## How much theory does a turning O–H group need?

Double the size of a molecule, and by formal scaling a CCSD(T) calculation costs 128 times as much, a CCSD calculation 64 times and one with a density functional such as PBE, which has no exact exchange, only about 8 times. Exact exchange makes the hybrid B3LYP dearer than PBE at a given size. The costlier levels are worth their price only if they change an answer that matters. The turn of the O–H group about the Al–O bond in H₂N–AlH–OH is a case where much of that price buys little.

Rigid scan of the N–Al–O–H torsion in gas-phase H₂N–AlH–OH, computed with Ansatz 0.2.0 in the def2-TZVPP basis, with frozen cores for CCSD and CCSD(T) only. The rest of the molecule is held as in the PBE0-D4/def2-TZVP minimum. Energies at each level are relative to that minimum, which lies at −180.0°.

| torsion (°) | CCSD(T) (eV) | PBE-D4 (eV) | B3LYP-D4 (eV) | CCSD (eV) | PBE-D4 less CCSD(T) (eV) | T1 diagnostic |
| --- | --- | --- | --- | --- | --- | --- |
| -180.0 | 0.0000 | 0.0000 | 0.0000 | 0.0000 | 0.0000 | n/a |
| -171.7 | 0.0022 | 0.0022 | 0.0022 | 0.0023 | 0.0000 | 0.011 |
| -141.7 | 0.0424 | 0.0411 | 0.0416 | 0.0427 | -0.0013 | 0.011 |
| -111.7 | 0.1000 | 0.0960 | 0.0971 | 0.1003 | -0.0040 | 0.011 |
| -81.7 | 0.1203 | 0.1163 | 0.1171 | 0.1204 | -0.0040 | 0.011 |
| -51.7 | 0.0876 | 0.0875 | 0.0870 | 0.0878 | -0.0001 | 0.011 |
| -21.7 | 0.0428 | 0.0460 | 0.0440 | 0.0427 | 0.0032 | 0.011 |
| 8.3 | 0.0323 | 0.0361 | 0.0338 | 0.0321 | 0.0038 | 0.011 |
| 38.3 | 0.0660 | 0.0676 | 0.0664 | 0.0660 | 0.0016 | 0.011 |
| 68.3 | 0.1110 | 0.1084 | 0.1087 | 0.1111 | -0.0026 | 0.011 |
| 98.3 | 0.1163 | 0.1117 | 0.1127 | 0.1164 | -0.0046 | 0.011 |
| 128.3 | 0.0694 | 0.0669 | 0.0678 | 0.0698 | -0.0025 | 0.011 |
| 158.3 | 0.0148 | 0.0144 | 0.0146 | 0.0149 | -0.0004 | 0.011 |

The torsion is the angle N–Al–O–H. At −180° the O–H bond points away from nitrogen, in the plane of the molecule; near 0° it lies in the plane again, on the nitrogen side. Between these two flat arrangements stands a low hill, and at every level its highest sampled point is at −81.7°.

Bonding theory leads one to expect this shape, though the energies alone don't prove the cause. Aluminium has an empty 3p orbital perpendicular to the molecular plane, and in the flat arrangements an oxygen lone pair of p type lies parallel to it and donates into it. A quarter turn breaks this alignment, but oxygen's second lone pair then points partly towards the empty orbital and makes up some of the loss. A half turn restores the first alignment, so a full turn meets two hills.

The simpler molecule H₂B–OH works in the same way, with an empty 2p orbital on boron. The comparison holds for the position of the hills but not for their height, because boron's compact orbital overlaps better with oxygen and makes the turn harder. It also ends at the difference between the two flat arrangements: in H₂B–OH they are equivalent by symmetry, while here the amino group makes them differ.

### What the triples add

CCSD(T) adds to CCSD an estimate of the correlated motion of three electrons at a time. At the minimum this triples term lowers the energy by 0.516 eV, several times the height of the hill. Yet along the whole turn it never differs from its value at the minimum by more than 0.0004 eV, so CCSD and CCSD(T) give practically the same curve.

The reason is that the turn breaks no bond and leaves most electron pairs with the same close neighbours. The T1 diagnostic, which warns of trouble with a single-determinant starting point when it grows, stays at 0.011. A series that stretched the Al–O bond would be another matter: electron pairs would come apart, the triples would no longer cancel, and CCSD(T) itself would finally fail.

### What the functionals get wrong

PBE-D4 is never more than 0.0046 eV from CCSD(T), about a tenth of the 1 kcal/mol often called chemical accuracy. Such differences are called errors here, though part of them may stem from the limited basis set, to which CCSD(T) is more sensitive than a functional. The errors of PBE-D4 follow a pattern: the hill is too low and the flat arrangement near 0° too high. B3LYP-D4 has the same pattern, mostly in a milder form. At −51.7° PBE-D4 seems almost perfect, but only because its error is changing sign near there, so a test at that single angle would mislead.

The cause of this pattern is open. PBE commonly makes spread-out electrons too stable, but if donation shapes the curve, that should favour the flat arrangements and raise the hill instead of lowering it. Nor can B3LYP's improvement be credited to exact exchange alone, since the two functionals differ in other parts too.

### From energy error to rate error

The two errors add up when the group climbs from near 0° to the top. With the samples at 8.3° and −81.7°, PBE-D4 underestimates the CCSD(T) climb by

$$\Delta=(0.1203-0.0323)-(0.1163-0.0361)=0.0078\ \text{eV}.$$

A thermal rate varies as $e^{-E/kT}$, where $E$ is the climb and $kT$ the thermal energy, 0.0257 eV at 298 K. If all else is equal, the PBE-D4 rate is therefore higher than the CCSD(T) one by the factor

$$e^{\Delta/kT}=e^{0.0078/0.0257}\approx 1.4.$$

For B3LYP-D4 the same steps give about 1.2. For a climb from the minimum, where only the error at the top counts, the PBE-D4 factor also falls to about 1.2. The estimate has no adjustable constant, and doubling the absolute temperature halves the exponent. It measures how much the choice of level matters and does not predict the rate itself: the rest of the molecule was held rigid, and a light hydrogen also has zero-point motion and can tunnel.

### Choosing a level

To learn whether the group turns easily at room temperature, PBE-D4 is enough. B3LYP-D4 is a modest improvement where its extra cost is easily borne. For a rate good to a tenth, neither functional can be relied on; CCSD does as well as CCSD(T) here, and a few CCSD(T) points can confirm that the triples cancel in a related molecule. At that accuracy the basis set, the relaxation of the rest of the molecule and the zero-point motion need a check as well, because each may change the climb by a few thousandths of an electronvolt or more. The printed output lists the differences at every angle.

Numerical output:

```
Difference from CCSD(T) in meV:
     row  PBE-D4  B3LYP-D4  CCSD
  -180.0       0         0     0
  -171.7       0         0   0.1
  -141.7    -1.3      -0.8   0.3
  -111.7      -4      -2.9   0.3
   -81.7      -4      -3.2   0.1
   -51.7    -0.1      -0.6   0.2
   -21.7     3.2       1.2  -0.1
     8.3     3.8       1.5  -0.2
    38.3     1.6       0.4     0
    68.3    -2.6      -2.3   0.1
    98.3    -4.6      -3.6   0.1
   128.3    -2.5      -1.6   0.4
   158.3    -0.4      -0.2   0.1
Largest size of PBE-D4 less CCSD(T), meV: 4.6
Largest size of B3LYP-D4 less CCSD(T), meV: 3.6
Largest size of CCSD less CCSD(T), meV: 0.4
Angles (of 12 beside the minimum) where B3LYP-D4 is closer than PBE-D4: 10
Climb from 8.3 to -81.7 degrees, CCSD(T), meV: 88
Same climb, PBE-D4 less CCSD(T), meV: -7.8
Same climb, B3LYP-D4 less CCSD(T), meV: -4.7
Same climb, CCSD less CCSD(T), meV: 0.3
Same climb, PBE-D4 error in percent: -8.864
Same climb, B3LYP-D4 error in percent: -5.341
Thermal energy kT at 298 K, meV: 25.69
One kcal/mol in meV: 43.36
Boltzmann factor of the climb from the minimum, PBE-D4 over CCSD(T): 1.168
Boltzmann factor of the climb from 8.3 degrees, PBE-D4 over CCSD(T): 1.355
Boltzmann factor of the climb from 8.3 degrees, B3LYP-D4 over CCSD(T): 1.201
Size of the triples energy at the minimum, meV: 516.4
Triples energy over its largest change along the scan: 1291
Cost factor on doubling the size, CCSD(T), seventh power: 128
Cost factor on doubling the size, CCSD, sixth power: 64
Cost factor on doubling the size, density functional, third power: 8
```
